Q: I need the atomization energy of AlH₃Si, and I have eleven calculations of it. Most of them use the small cc-pVDZ basis, and among those, phaseless quantum Monte Carlo with a Hartree–Fock trial comes nearest to the best estimate. Shall I take that one?

Atomization energy of AlH₃Si (neutral singlet) at the PBE0/def2-TZVP geometry, computed with Ansatz 0.2.0 and AFQMC (own program, afq 1). Rows not marked CBS use the cc-pVDZ basis; the molecule has an RHF reference, and noble-gas cores are frozen. The best estimate includes a step from CCSD(T) to CCSDT(Q).

```
         level  this level less the best estimate at the basis limit (meV)  statistical noise, one standard error (meV)
            HF                                                     -4051.0                                         0.00
           MP2                                                     -1513.0                                         0.00
          CCSD                                                     -1481.0                                         0.00
       CCSD(T)                                                     -1313.0                                         0.00
   ph-AFQMC/HF                                                     -1037.0                                        57.00
 ph-AFQMC/CISD                                                     -1283.0                                         9.00
released AFQMC                                                     -1289.0                                        16.00
    free AFQMC                                                     -1307.0                                        12.00
        HF/CBS                                                     -3684.0                                         0.00
       MP2/CBS                                                      -242.0                                         0.00
   CCSD(T)/CBS                                                       -28.0                                         0.00
```

A: Look first at what each error is measured against. The rows marked CBS are at the complete-basis limit. The others are computed in cc-pVDZ, yet they are compared with the same best estimate at the limit. Their errors therefore hold two things at once, what the small basis loses and what the method gets wrong. A method that binds too strongly can look good because its fault hides part of the basis loss.

Q: Can the two be separated?

A: Yes, because of how the best estimate is built. It is CCSD(T) at the limit plus a step to CCSDT(Q), which treats triple excitations fully and adds quadruples by perturbation. The CCSD(T)/CBS row stands at -28 meV, so that step is worth 28 meV of binding. In cc-pVDZ, CCSDT(Q) would then stand at -1313 + 28 = -1285 meV. That is the error of the basis alone, and subtracting it from any other cc-pVDZ row leaves the error of the method.

Q: Then my favourite becomes -1037 + 1285 = +248 meV.

A: So it overbinds by about a quarter of an electronvolt in its own basis. It came nearest because two errors of opposite sign partly cancelled. Nothing ties these errors together, and in a larger basis the cancellation would fade while the overbinding could stay.

Q: Why does the basis cost so much? More than an electronvolt for a molecule of five atoms seems a lot.

A: Think of the helium atom. Its two electrons repel, and the exact wave function has a kink where they meet. Products of smooth orbitals imitate a kink badly, so functions of higher and higher angular momentum are needed. Hartree–Fock has no such kink, because each electron feels only the average cloud of the other, and its energy settles much sooner. Helium has a single pair and no bond, so it explains the slow convergence of pair correlation and nothing more.

Q: But the atoms of my molecule suffer from the same fault. Why doesn't it drop out of the difference?

A: Count the pairs. The molecule has ten valence electrons in five doubly occupied orbitals. The separated atoms have only two such pairs, the 3s² of silicon and the 3s² of aluminium. The two 3p electrons of silicon have parallel spins and avoid each other already, and a hydrogen atom has nothing to correlate. Forming the molecule creates three new close pairs, and a small basis describes each of them poorly.

Q: Does the table bear that out?

A: It shows the sizes, while the pair picture itself is standard theory. At the basis limit Hartree–Fock still misses 3684 meV, about 31% of the binding. Shared among three new pairs, that is roughly 1.2 eV each. This is a way of counting and not a measured pair energy, since correlation between different pairs is included. For a related hydride you could make a first guess in the same way, by counting the pairs that exist in the molecule and not in its atoms.

Q: So the whole basis error is correlation?

A: About 71% of it is, judged by CCSD(T). The rest, 367 meV, appears already in Hartree–Fock. The likely reason is that cc-pVDZ has few functions to polarize the atoms. Here two hydrogens bridge silicon and aluminium, and second-row atoms are known to need more d functions, tight ones included. The table gives only the total, so it can't say which functions matter most.

Q: If I can afford only one improvement, should it be the basis or the method?

A: The basis. MP2 at the limit is wrong by 242 meV, while CCSD(T) in cc-pVDZ is wrong by 1313 meV, more than five times as much. Here the simplest correlated method in a good basis beats a far better method in a poor one. Neither is good enough for thermochemistry, where the usual goal is 1 kcal/mol, or 43 meV.

Q: And if CCSD(T) in a large basis is too expensive?

A: Then let each method do what it does well. The kink where two electrons meet is mainly a matter of pairs, and MP2 already contains the leading part of it. What MP2 lacks is the finer correlation of higher order, both within a pair and between pairs, and that usually depends less on the very flexible functions. If this division holds, the two errors simply add. You take CCSD(T) in the small basis and correct it by the change that MP2 undergoes on the way to the limit.

Q: Let me try it. MP2 goes from -1513 to -242 meV, so it gains 1271 meV. Adding that to -1313 gives -42 meV.

A: And the CCSD(T) calculation at the limit gives -28 meV. Your estimate is 14 meV too low, with no fitted constant and without using the row that it predicts. In absolute terms it puts the atomization energy at 11.981 - 0.042 = 11.939 eV. That is just inside 1 kcal/mol of the best estimate.

Q: Is adding the only reasonable choice?

A: No. You could instead suppose that the small basis recovers the same fraction of the correlation binding in both methods, and scale that part by the MP2 ratio. This lands 57 meV above the direct CCSD(T) limit. Adding does better here, but one molecule doesn't settle the matter in general. The spread between the two recipes is a fair warning of what such a shortcut may cost you.

Q: Now the methods themselves. In the small basis MP2 and CCSD differ by only 32 meV. Does that mean MP2 is nearly as good as CCSD?

A: For this one difference, yes, but not for the energies behind it. In the same calculations CCSD puts the molecule 1000 meV below MP2. Since the atomization energy hardly moves, the atoms must fall by almost as much, 968 meV. MP2 underestimates correlation within a pair, and in aluminium and silicon atoms the empty 3p orbitals close above 3s² make this worse. The agreement is a cancellation between molecule and atoms, and I wouldn't rely on it in a reaction where the bonding changes differently.

Q: So CCSD costs more and gains me almost nothing?

A: Taken alone, yes. Its value is that it carries the triples, the (T) in CCSD(T), which add 168 meV of binding. They lower the molecule by 214 meV and the atoms by only 46 meV. That is reasonable, because a triple excitation needs three electrons correlated at once. The molecule offers ten valence electrons in overlapping orbitals, whereas silicon has four, aluminium three and hydrogen one.

Q: After that only 28 meV remain. Is that the true error of CCSD(T)?

A: It is its distance from CCSDT(Q), taken over into the best estimate. The -28 meV at the limit is therefore the same number again and no second test. It lies below 1 kcal/mol, so for most purposes CCSD(T) is where you can stop. The best estimate also carries an uncertainty from the extrapolation to the limit, which its quoted noise of zero doesn't cover. And it leaves out core correlation, relativity and the spin–orbit terms of the atoms, so for a comparison with experiment to 1 kcal/mol you must add those separately.

Q: What went wrong with the Monte Carlo run that I liked?

A: The phaseless method keeps its random walkers under control with a trial wave function, and an imperfect trial biases the energy. With a single determinant as the trial, the molecule comes out about 108 meV too low and the atoms together about 140 meV too high, relative to CCSDT(Q). Both shifts increase the binding, though that of the molecule is only about twice its noise. My guess for the atoms is again the closeness of 3s and 3p, which one determinant ignores. The statistical error of 57 meV may be somewhat too small, because it was still growing when longer stretches of the run were averaged.

Q: And a better trial cures it?

A: Largely. With a CISD trial, which includes single and double excitations, the error within the basis falls to 2 ± 9 meV. The released run, which lifts the constraint after a while, gives -4 ± 16 meV, and the free run, which never applies it, -22 ± 12 meV. Don't rank these three, since the differences are comparable to the noise. The free run may also keep a remainder of its starting state that the noise doesn't include.

Q: Still, they confirm CCSDT(Q).

A: They are consistent with it, but the agreement is partly a condition of entry. CCSDT(Q) was accepted as the reference only if it and the released run agreed within 25 to 40 meV. The table therefore can't tell you which of the two is closer to the exact answer on a finer scale than that.

Q: What do these steps cost?

A: Formally, the work grows with the fifth power of the size of the molecule for MP2, the sixth for CCSD, the seventh for CCSD(T) and the ninth for CCSDT(Q). A molecule twice as large costs 32 times as much with MP2 and 128 times as much with CCSD(T). Monte Carlo also has to pay for its noise, which falls only as the square root of the number of samples. Bringing the noise of the Hartree–Fock trial down to that of the CISD trial would take about 40 times as many samples, and the bias would remain.

Q: I want to know which silicon–aluminium hydrides survive in the gas above a growing film. How accurate must I be?

A: Suppose the whole error enters a reaction energy, as it does when bonds are broken to atoms. At 600 K an error of 28 meV changes the equilibrium constant by a factor of 1.7, and the 242 meV of MP2 at the limit change it by about a hundred. Reactions that keep the number and kind of bonds are kinder, because much of the error cancels. You must also allow for the zero-point energy, which these values leave out and which lowers the atomization energy. With three hydrogens it can be expected to reach some tenths of an electronvolt, more than the last steps between methods. The equilibrium constant also needs the thermal energy and the entropy.

Q: Then what do I run on Monday?

A: Run MP2 both in the small basis and towards the limit, run CCSD(T) in the small basis, and add the change of MP2 to it as you did. If the result must hold to 1 kcal/mol, replace the sum by CCSD(T) in large basis sets. Pay for CCSDT(Q), or for Monte Carlo with a CISD trial, only when some 30 meV would change your conclusion, and do it in the small basis as a correction. Before you trust any level, compare it with a better one in the same basis, so that a basis error can't pass for a virtue of the method.
